## Appendix: Asymptotic decay of Dyson orbitals and of the density

### A.1 Premises and conventions

Hartree atomic units are used. A coordinate $x=(\mathbf r,\sigma)$ comprises position and spin, $\mathbf r=r\hat{\mathbf r}$, and $\Lambda^2$ is the squared orbital angular momentum acting on $\hat{\mathbf r}$, with eigenvalues $l(l+1)$. The premises are:

1. The Hamiltonian $H_N$ is non-relativistic and spin-free, with fixed point nuclei of charge $Z_A$ at $\mathbf R_A$, all within a radius $R$ of the origin; $Z_{\rm tot}=\sum_A Z_A$ and $v(\mathbf r)=-\sum_A Z_A/|\mathbf r-\mathbf R_A|$.
2. The ground state $\Psi^N$, of energy $E_0^N$, is bound, and its density tends to zero at infinity.
3. The eigenstates $|k\rangle$ of $H_{N-1}$ (the ion), continua included, are complete. The lowest level $E_0^{N-1}$ is discrete, possibly degenerate, exponentially localised, and separated from the next level by a gap $\omega_1>0$.
4. At large $r$ the wave function has an expansion in inverse powers of $r$ times an exponential and a power, and its leading amplitude in the lowest ionic level does not vanish identically.

Define $I_k=E_k^{N-1}-E_0^N$, $I=I_0>0$, $\omega_k=I_k-I$, the operator $K=H_{N-1}-E_0^{N-1}\ge 0$, and the net charge of the ion, $Q=Z_{\rm tot}-N+1$. The decay law goes back to Morrell, Parr and Levy (1975), Katriel and Davidson (1980) and Almbladh and von Barth (1985).

### A.2 Dyson orbitals and their coupled equations

The Dyson orbital for removal of an electron is

$$f_k(x)=\langle k|\hat\psi(x)|\Psi^N\rangle=\sqrt N\int \Psi_k^{N-1\,*}(x_2\dots x_N)\,\Psi^N(x,x_2\dots x_N)\,dx_2\cdots dx_N .\tag{A1}$$

These amplitudes are the residues of the removal part of the time-ordered Green's function, $\sum_k f_k(x)f_k^*(x')/(\omega+I_k-i\eta)$. At fixed $x$, $\Psi^N$ is antisymmetric in $x_2\dots x_N$, so completeness and orthonormality of the ionic states give

$$\Psi^N=N^{-1/2}\sum_k f_k(x)\,\Psi_k^{N-1},\qquad n(\mathbf r)=\sum_\sigma\sum_k|f_k(x)|^2 .\tag{A2}$$

The Hamiltonian splits exactly as $H_N=-\tfrac12\nabla^2+v(\mathbf r)+\hat W(\mathbf r)+H_{N-1}$ with $\hat W(\mathbf r)=\sum_{j=2}^N|\mathbf r-\mathbf r_j|^{-1}$. Inserting (A2) into $H_N\Psi^N=E_0^N\Psi^N$ and projecting on $\langle k|$ yields

$$\Big[-\tfrac12\nabla^2+v(\mathbf r)+I_k\Big]f_k(x)+\sum_{k'} W_{kk'}(\mathbf r)f_{k'}(x)=0,\qquad W_{kk'}=\langle k|\hat W|k'\rangle .\tag{A3}$$

Equation (A3) is exact and local in $\mathbf r$. No exchange kernel appears; antisymmetry between the singled-out electron and the rest restricts which solution of (A3) is physical, and so fixes amplitudes. Since $\hat W$ is spin-free, it couples only ionic states of equal $S$ and $M_S$.

### A.3 Nothing decays more slowly than $e^{-\kappa r}$

Write $\Psi^N=N^{-1/2}u(\mathbf r)\Phi$ with $u=\sqrt n$. The conditional amplitude $\Phi$ then obeys $\langle\Phi|\Phi\rangle=1$ at every $\mathbf r$, the bracket running over $\sigma,x_2\dots x_N$. Differentiating the norm once gives $\mathrm{Re}\langle\Phi|\nabla\Phi\rangle=0$, and twice gives $\mathrm{Re}\langle\Phi|\nabla^2\Phi\rangle=-\langle\nabla\Phi|\cdot|\nabla\Phi\rangle$. Multiplying the Schrödinger equation by $\Phi^*$, integrating, and taking the real part gives the equation of Levy, Perdew and Sahni (1984),

$$-\tfrac12\nabla^2u+\Big[v+\langle\Phi|\hat W|\Phi\rangle+\langle\Phi|K|\Phi\rangle+\tfrac12\langle\nabla\Phi|\cdot|\nabla\Phi\rangle\Big]u=-I\,u .\tag{A4}$$

The last three terms in the bracket are non-negative and $v\ge -Z_{\rm tot}/(r-R)$ for $r>R$. With $\kappa=\sqrt{2I}$ this means $\nabla^2u\ge[\kappa^2-2Z_{\rm tot}/(r-R)]\,u$. Take any $\kappa'<\kappa$. Beyond some radius $R_1$ one has $\nabla^2u\ge\kappa'^2u$, while $w=Ce^{-\kappa' r}$ satisfies $\nabla^2w=(\kappa'^2-2\kappa'/r)w\le\kappa'^2w$. Choose $C$ so that $D=u-w\le0$ on the sphere $r=R_1$. Outside it $\nabla^2D\ge\kappa'^2D$ and $D\to0$ at infinity. A positive value of $D$ would imply a positive maximum, where $\nabla^2D\le0<\kappa'^2D$, a contradiction. Hence $u\le Ce^{-\kappa' r}$, and by (A2) every $|f_k|$ obeys the same bound. The bound does not use premise 4.

### A.4 Multipole form of the interaction

For $r'<r$, $|\mathbf r-\mathbf r'|^{-1}=\sum_L r'^L r^{-L-1}P_L(\hat{\mathbf r}\cdot\hat{\mathbf r}')$. Applied to nuclei and electrons together,

$$v+\hat W=-\frac{Q}{r}+\sum_{L\ge1}\frac{M_L(\hat{\mathbf r})}{r^{L+1}},\qquad M_L=\sum_{j=2}^N r_j^LP_L(\hat{\mathbf r}\cdot\hat{\mathbf r}_j)-\sum_A Z_AR_A^LP_L(\hat{\mathbf r}\cdot\hat{\mathbf R}_A).\tag{A5}$$

The monopole term is $[-Z_{\rm tot}+(N-1)]/r$ times the unit operator: it is the same in all channels and couples none of them. The expansion fails where an ionic electron has $r_j>r$, and so it cannot be used between two diffuse Rydberg or continuum states taken one pair at a time. Below it is applied only to the ionic ground states and to vectors generated from them by $M_L$ and $K^{-1}$. These solve inhomogeneous equations at the energy $E_0^{N-1}$, below all ionic thresholds, with exponentially localised sources, and are exponentially localised themselves. The penetration remainder of (A5) is then exponentially small in $r$ and contributes to no power of $1/r$.

### A.5 Order-by-order solution

Put $\Psi^N=N^{-1/2}\phi(r)\,|G\rangle$ with $\phi=r^\beta e^{-\lambda r}$ and $|G\rangle=\sum_{n\ge0}r^{-n}|\chi_n(\hat{\mathbf r},\sigma)\rangle$, where the $|\chi_n\rangle$ are ionic vectors, so that $f_k=\phi\langle k|G\rangle$. The constants $\lambda$ and $\beta$ are left open. Direct differentiation gives

$$\frac{\nabla^2\phi}{\phi}=\lambda^2-\frac{2\lambda(\beta+1)}{r}+\frac{\beta(\beta+1)}{r^2},\qquad \frac{\phi'}{\phi}=-\lambda+\frac\beta r .$$

With $\nabla^2(\phi G)=G\nabla^2\phi+2\phi'\partial_rG+\phi\nabla^2G$ and $\nabla^2=\partial_r^2+(2/r)\partial_r-\Lambda^2/r^2$, the Schrödinger equation becomes

$$\Big[K+I-\frac{\lambda^2}{2}+\frac{\lambda(\beta+1)-Q}{r}+\Big(\lambda-\frac\beta r\Big)\partial_r-\frac12\Big(\partial_r^2+\frac2r\partial_r\Big)+\frac{\Lambda^2-\beta(\beta+1)}{2r^2}+\sum_{L\ge1}\frac{M_L}{r^{L+1}}\Big]|G\rangle=0 .\tag{A6}$$

**Order $r^0$.** Since $\partial_rG=O(r^{-2})$, one finds $(K+I-\lambda^2/2)|\chi_0\rangle=0$. Thus $\lambda^2/2$ must equal one of the $I_k$. By premise 4 the slowest term belongs to the lowest level, in accord with A.3:

$$\lambda=\kappa=\sqrt{2I},\qquad|\chi_0\rangle=\sum_aA_a(\hat{\mathbf r},\sigma)|a\rangle,$$

where $a$ runs over the degenerate ionic ground states. Let $P$ project on them and $\bar P=1-P$; $K^{-1}$ exists on the range of $\bar P$ because of the gap.

**Order $r^{-1}$.** $K|\chi_1\rangle+[\kappa(\beta+1)-Q]|\chi_0\rangle=0$. Because $PK=0$ and $|\chi_0\rangle\ne0$, projection with $P$ forces the bracket to vanish, and then $\bar P|\chi_1\rangle=0$:

$$\beta=\frac{Q}{\kappa}-1=\frac{Z_{\rm tot}-N+1}{\sqrt{2I}}-1 .\tag{A7}$$

**Order $r^{-n-2}$, $n\ge0$.** On $r^{-n}$, $\partial_r$ gives $-nr^{-n-1}$ and $\partial_r^2+(2/r)\partial_r$ gives $n(n-1)r^{-n-2}$. Using $\beta(\beta+1)-2\beta n+n(n-1)=(\beta-n)(\beta-n+1)$,

$$K|\chi_{n+2}\rangle-\kappa(n+1)|\chi_{n+1}\rangle+\tfrac12\big[\Lambda^2-(\beta-n)(\beta-n+1)\big]|\chi_n\rangle+\sum_{L=1}^{n+1}M_L|\chi_{n+1-L}\rangle=0 .\tag{A8}$$

The $P$ projection determines $P|\chi_{n+1}\rangle$ from $\chi_0\dots\chi_n$, since $\kappa(n+1)\neq0$; the $\bar P$ projection determines $\bar P|\chi_{n+2}\rangle$. Every order is therefore solvable without logarithms, and only the functions $A_a$ remain free. They are set by the inner region. A permanent dipole of the ion, or a dipole coupling within the degenerate level, first enters $P|\chi_1\rangle$ through $PM_1|\chi_0\rangle$ and cannot alter $\beta$. A shift of origin by $\mathbf s$ changes $A_a$ by a factor $e^{\pm\kappa\hat{\mathbf r}\cdot\mathbf s}$ and leaves $\kappa$ and $\beta$ alone. As $\bar P|G\rangle=O(r^{-2})$, (A2) gives the result

$$f_a\simeq A_a\,r^{\beta}e^{-\kappa r},\qquad n(\mathbf r)\simeq\sum_{\sigma,a}|A_a|^2\;r^{2\beta}e^{-2\kappa r},\tag{A9}$$

with relative corrections of order $1/r$. If the multipoles are dropped and $A_a$ has angular momentum $l$, the series $g_0=\sum_na_nr^{-n}$ with $a_0=1$ follows from $2\kappa(n+1)a_{n+1}=[l(l+1)-(\beta-n)(\beta-n+1)]a_n$. Two tests: for a one-electron ion $Q=\kappa=Z$ and $\beta=0$; the same recurrence for the hydrogen $2s$ level ($\kappa=\tfrac12$, $Q=1$) gives $\beta=1$, $a_1=-2$, $a_2=0$, which is the exact $(r-2)e^{-r/2}$.

### A.6 Higher channels

Taken alone, channel $k$ of (A3) has the decaying solution $r^{Q/\kappa_k-1}e^{-\kappa_kr}$ with $\kappa_k=\sqrt{2I_k}>\kappa$. The coupling adds a driven part that carries the factor $\phi$ and therefore dominates at large $r$. Let $\omega_k>0$ and suppose $\langle k|\chi_m\rangle=0$ for $m<p$. Projecting (A8) with $n+2=p$ on $\langle k|$ removes the second and third terms:

$$\omega_k\langle k|\chi_p\rangle=-\sum_{L=1}^{p-1}\langle k|M_L|\chi_{p-1-L}\rangle .\tag{A10}$$

Each application of $M_L$ thus costs $L+1$ powers of $1/r$. Starting from $\chi_0$, state $k$ first appears at the order $p=\min\sum_i(L_i+1)$, the minimum being taken over all chains of non-vanishing multipole matrix elements that lead from the ground level to $k$, barring accidental cancellation. For a direct $2^L$-pole coupling that is not undercut by a shorter chain,

$$f_k\simeq-\frac{\langle k|M_L|\chi_0\rangle}{\omega_k}\;r^{\beta-L-1}e^{-\kappa r}.\tag{A11}$$

For an atomic ion with an $S$ ground term, a state of angular momentum $L\geq1$ and parity $(-1)^L$ relative to it is reached directly, $p=L+1$; a chain of two steps needs $L_1+L_2\ge L$ and costs at least $L+2$. An excited $S$ state of the same parity has no direct coupling, the monopole being diagonal, and is reached by two dipoles, $p=4$. All such channels share the exponent $\kappa$ of the lowest ionisation, however large their own $I_k$, and add to the density at relative order $r^{-2p}$, at most $r^{-4}$.

### A.7 Polarisation terms for a spherical ion

Let both ground states be $S$ terms, so that $A$ is constant; set $A=1$ in one spin channel, $a_n=\langle0|\chi_n\rangle$, and $S_q=\langle0|M_1K^{-q}M_1|0\rangle$, which is independent of $\hat{\mathbf r}$. The distant electron produces a field of strength $r^{-2}$, and the second-order energy $-S_1/r^4$ identifies $S_1=\alpha/2$, with $\alpha$ the static dipole polarisability of the ion. Angular momentum makes $\langle0|M_L|0\rangle$ and $\langle0|M_2K^{-1}M_1|0\rangle$ vanish. The $\bar P$ projections of (A8) for $n=0,1$ are

$$\bar P|\chi_2\rangle=-K^{-1}M_1|0\rangle,\qquad\bar P|\chi_3\rangle=-\big(2\kappa K^{-2}+a_1K^{-1}\big)M_1|0\rangle-K^{-1}M_2|0\rangle,$$

and the $P$ projections for $n=0\dots3$ are

$$a_1=-\frac{\beta(\beta+1)}{2\kappa},\qquad a_2=-\frac{(\beta-1)\beta\,a_1}{4\kappa},\qquad a_3=-\frac{(\beta-2)(\beta-1)a_2}{6\kappa}-\frac{\alpha}{6\kappa},$$

$$a_4=-\frac{(\beta-3)(\beta-2)a_3+\alpha a_1}{8\kappa}-\frac{S_2}{2}.\tag{A12}$$

Dividing by $g_0=\langle 0|G\rangle$, a dipole-coupled channel and the total weight of the higher channels are

$$\frac{f_k}{f_0}=-\frac{\langle k|M_1|0\rangle}{\omega_kr^2}\Big[1+\frac{2\kappa}{\omega_kr}+\dots\Big],\qquad\sum_{k\ne0}\frac{|f_k|^2}{|f_0|^2}=\frac{S_2}{r^4}+\frac{4\kappa S_3}{r^5}+O(r^{-6}).\tag{A13}$$

The term $-S_2/2$ in $a_4$ lowers $g_0^2$ by $S_2/r^4$, exactly what (A13) adds. The polarised ion stays normalised, and through relative order $r^{-4}$ the density equals that of one particle of energy $-I$ in the potential $-Q/r-\alpha/2r^4$. Expanding $\ln g_0$, the local decay constant of the density is

$$\kappa_{\rm loc}(r)\equiv-\frac12\frac{d\ln n}{dr}=\kappa-\frac\beta r+\frac{a_1}{r^2}+\frac{2a_2-a_1^2}{r^3}+\frac{3a_3-3a_1a_2+a_1^3}{r^4}+O(r^{-5}),\tag{A14}$$

in which polarisation contributes $-\alpha/(2\kappa r^4)$. An apparent ionisation energy $I_{\rm app}=\kappa_{\rm loc}^2/2$ read from the slope differs from $I$ by $(\kappa-Q)/r$ at leading order, because $-\kappa\beta=\kappa-Q$.

### A.8 Consequence for the self-energy

Dyson's equation reads $[\omega+\tfrac12\nabla^2-v-v_H-\Sigma_{xc}(\omega)]G(\omega)=1$. At the discrete pole $\omega=-I$, where $\Sigma_{xc}$ is regular, the residue must be annihilated: $[-\tfrac12\nabla^2+v+v_H+\Sigma_{xc}(-I)]f_0=-If_0$. Comparison with (A3) gives $\Sigma_{xc}f_0=\sum_kW_{0k}f_k-v_Hf_0$. For the spherical case $v_H\to N/r$, $W_{00}\to(N-1)/r$, and (A13) supplies the rest:

$$\frac{[\Sigma_{xc}(-I)f_0](\mathbf r)}{f_0(\mathbf r)}\to-\frac1r-\frac{\alpha}{2r^4}-\frac{2\kappa S_2}{r^5}.\tag{A15}$$

An approximate self-energy whose action on the outermost orbital lacks the $-1/r$ tail produces (A7) with $Q-1$ in place of $Q$. A scheme that corrects quasiparticle energies but keeps the orbitals of a reference calculation keeps the $\kappa$ and $\beta$ of that reference.

### A.9 Range of validity

- **Asymptotic character.** The bound in A.3 is strict; the expansion rests on premise 4. By (A8) the coefficients eventually grow factorially, so the series is asymptotic. It needs $r$ large against the ionic radius, against $1/\kappa$ and against $\kappa/\omega_1$. Near-degenerate ionic levels push the onset far out.
- **Exponentially small terms.** The free solution $f_k^{\rm free}\propto r^{Q/\kappa_k-1}e^{-\kappa_kr}$ of a higher channel has an amplitude that the outer region does not fix, and it enters the density linearly as well as quadratically. Take a spherical ion and a real dipole coupling $M=\langle k|M_1|0\rangle$. The recurrence (A8) with $\kappa_k$ for $\kappa$ and $K-\omega_k$ for $K$ shows that the free solution drives the lowest channel by $f_k^{\rm free}M(\omega_kr^2)^{-1}[1-2\kappa_k/(\omega_kr)]$. This part interferes with $f_0$, and $f_k^{\rm free}$ interferes with the driven part (A13). The $r^{-2}$ terms cancel, and the relative change of the density is $-4(\kappa+\kappa_k)M(\omega_k^2r^3)^{-1}f_k^{\rm free}/f_0$. The leading correction therefore carries $e^{-(\kappa_k-\kappa)r}$ times a power of $r$; the quadratic term $|f_k^{\rm free}/f_0|^2$ carries $e^{-2(\kappa_k-\kappa)r}$ and is the smaller at large $r$.
- **Spin.** The result holds separately for each ionic $S$ and $M_S$, with $I$ the lowest energy that has a non-vanishing amplitude. For the Li atom with $M_S=+\tfrac12$, removal of a spin-down electron leaves $M_S=1$, so the spin-down density decays with the lowest triplet level of Li$^+$. If the ionic ground term differs in spin from $\Psi^N$ by more than $\tfrac12$, its Dyson orbital vanishes and the lowest accessible level takes its place.
- **Nodal planes.** If $A$ is odd under reflection in a symmetry plane, (A9) vanishes there. With $t$ the direction cosine along the normal, a channel with even $f_k$ has $\langle k|\chi_2\rangle\propto t^2$, a product of two odd factors, and the like holds for $\chi_3$. At the next order (A8) contains $\Lambda^2t^2=6t^2-2$, which survives at $t=0$. In the plane $f_k\sim r^{\beta-4}e^{-\kappa r}$, provided the transition dipole along the normal is non-zero: the exponent is kept, the power drops.
- **Charge.** For singly charged anions such as H$^-$, $Q=0$ and $\beta=-1$.
- **Nuclei and relativity.** With fixed nuclei $I$ is the vertical value at the given geometry. Nuclear motion, relativistic terms and retardation are outside premise 1.
- **Extended systems.** A metal or semiconductor surface has a continuum of removal energies from the threshold on, which violates premise 3.
- **Basis sets.** A finite Gaussian basis decays as a Gaussian beyond its most diffuse function and cannot show (A9) there.

### A.10 Illustration: Li$^+$

Here $Z=3$, $N=2$, $Q=2$. The only empirical input is an assumed ionisation energy, the typical value $I=75.6$ eV $=2.778$ hartree; all derived numbers use it before further rounding and belong to the model of A.1. Equations (A7) and (A12) give

$$\kappa=2.357\ \text{bohr}^{-1},\quad\beta=-0.1515,\quad2\beta=-0.303,\quad a_1=0.0273,\quad a_2=-5.0\times10^{-4}.$$

A rounding of $\pm0.05$ eV in $I$ moves $\kappa$ by $\delta I/\kappa=0.0008$ and $\beta$ by $Q\,\delta\kappa/\kappa^2=0.0003$. The effects left out of $H_N$ but present in the real ion have the scales $(Z/c)^2I=0.04$ eV and, for a typical nuclear mass of about 7 u, $(m_e/M)I=0.006$ eV; neither exceeds the rounding. Since $\kappa$ and $\beta$ follow from $I$ alone, they offer no independent test of it.

The ion Li$^{2+}$ is hydrogenic, so the $S_q$ are exact. The ground state of Li$^+$ is a singlet with nodeless spatial part, the two spin channels are equivalent, and $n\simeq2|f_0|^2$. Following Dalgarno and Lewis (1955), note that $K$ acting on $y(r)\cos\theta\,e^{-Zr}$ replaces $y$ by $-\tfrac12y''-y'/r+Zy'+y/r^2$, so that $r^m\to mZr^{m-1}-\tfrac12(m+2)(m-1)r^{m-2}$. Solving $Ky_1=r$ and $Ky_2=y_1$ in this sense,

$$y_1=\frac{r}{Z^2}+\frac{r^2}{2Z},\qquad y_2=\frac{11r}{6Z^4}+\frac{11r^2}{12Z^3}+\frac{r^3}{6Z^2}.$$

With $\langle\cos^2\theta\rangle=\tfrac13$ and $\langle r^m\rangle_{1s}=(m+2)!/(2^{m+1}Z^m)$,

$$S_1=\tfrac13\langle ry_1\rangle=\frac{9}{4Z^4},\qquad S_2=\tfrac13\langle y_1^2\rangle=\frac{43}{8Z^6},\qquad S_3=\tfrac13\langle y_1y_2\rangle=\frac{319}{24Z^8}.$$

For $Z=3$, $\alpha=1/18=0.0556$ bohr$^3$, $S_2=7.37\times10^{-3}$ and $S_3=2.03\times10^{-3}$. In $a_3$ the polarisation part, $-3.93\times10^{-3}$, outweighs the Coulomb part, $+8.8\times10^{-5}$.

*Higher channels.* The gap is $\omega_1=3Z^2/8=3.375$ hartree. For the $2p$ state directed along $\hat{\mathbf r}$, $|\langle2p|M_1|1s\rangle|=128\sqrt2/(243Z)=0.2483$, so $|f_{2p}/f_0|\simeq0.0736\,r^{-2}(1+1.40/r)$; this state carries a fraction 0.73 of $S_2$. For $2s$, (A10) with $p=4$ gives $|f_{2s}/f_0|\simeq|\langle2s|ry_1|1s\rangle|/(3\omega_1r^4)=0.0127\,r^{-4}$. The total weight (A13) is $S_2r^{-4}(1+2.6/r)$. At $r=10$ bohr its first term is $7.4\times10^{-7}$ and the two terms give $9.3\times10^{-7}$; the slow convergence supports only "about $10^{-6}$".

*Exponentially small terms.* The $n=2$ channels have $I_2=6.153$ hartree and $\kappa_2=3.508$, so $\kappa_2-\kappa=1.151$ and $e^{-(\kappa_2-\kappa)r}$ is $3.2\times10^{-2}$ at 3 bohr and $3.2\times10^{-3}$ at 5 bohr. Write $f_{2p}^{\rm free}/f_0=\rho\,e^{-(\kappa_2-\kappa)r}$, with $\rho$ the undetermined amplitude ratio times a slowly varying power of $r$. The interference term of A.9 has magnitude $0.51\,|\rho|\,r^{-3}e^{-(\kappa_2-\kappa)r}$ at leading order, that is $6.0\times10^{-4}|\rho|$ at 3 bohr and $1.3\times10^{-5}|\rho|$ at 5 bohr, against $1.0\times10^{-3}\rho^2$ and $1.0\times10^{-5}\rho^2$ for the quadratic term. Penetration of the $1s$ cloud, $W_{00}-1/r=-(Z+1/r)e^{-2Zr}$, is $-5\times10^{-8}$ hartree at 3 bohr.

*Local slope.* The table lists terms of (A14) in units of $10^{-3}$ bohr$^{-1}$, with $2a_2-a_1^2=-1.75\times10^{-3}$ and $\alpha/2\kappa=1.18\times10^{-2}$; the Coulomb part of the $r^{-4}$ coefficient, $3.3\times10^{-4}$, is omitted. The last column uses the four terms shown.

| $r$ (bohr) | $-\beta/r$ | $a_1/r^2$ | $(2a_2-a_1^2)/r^3$ | $-\alpha/2\kappa r^4$ | $I_{\rm app}-I$ (eV) |
|---|---|---|---|---|---|
| 3 | 50.5 | 3.03 | −0.065 | −0.145 | 3.5 |
| 5 | 30.3 | 1.09 | −0.014 | −0.019 | 2.0 |
| 10 | 15.2 | 0.27 | −0.002 | −0.001 | 0.99 |

At 3 bohr, and for $\rho$ of order one still at 5 bohr, the free solutions of the $n=2$ channels, whose weight is undetermined here, may rival the $r^{-3}$ and $r^{-4}$ columns, which should not be relied on at those radii. The power $r^{2\beta}$ dominates the corrections throughout: a pure-exponential reading of the model density overestimates $I$ by 2.0 eV at 5 bohr and still by 0.99 eV at 10 bohr. Between these radii $e^{-10\kappa}=5.8\times10^{-11}$, $2^{2\beta}=0.81$, and the $a_1$ term gives a factor 0.995, so the model yields $n(10)/n(5)=4.7\times10^{-11}$, uncertain by 0.8 per cent through the rounding of $I$.

The sign of $\beta$ is that of $Q-\kappa$. For H$_2$O, an oxidant in oxide deposition, $Q=1$ and a typical vertical $I$ of 12.6 eV gives the model values $\kappa=0.962$ bohr$^{-1}$ and $\beta=+0.04$. Its lowest Dyson orbital is odd under reflection in the molecular plane, so within that plane the density falls as $r^{2\beta-8}e^{-2\kappa r}$.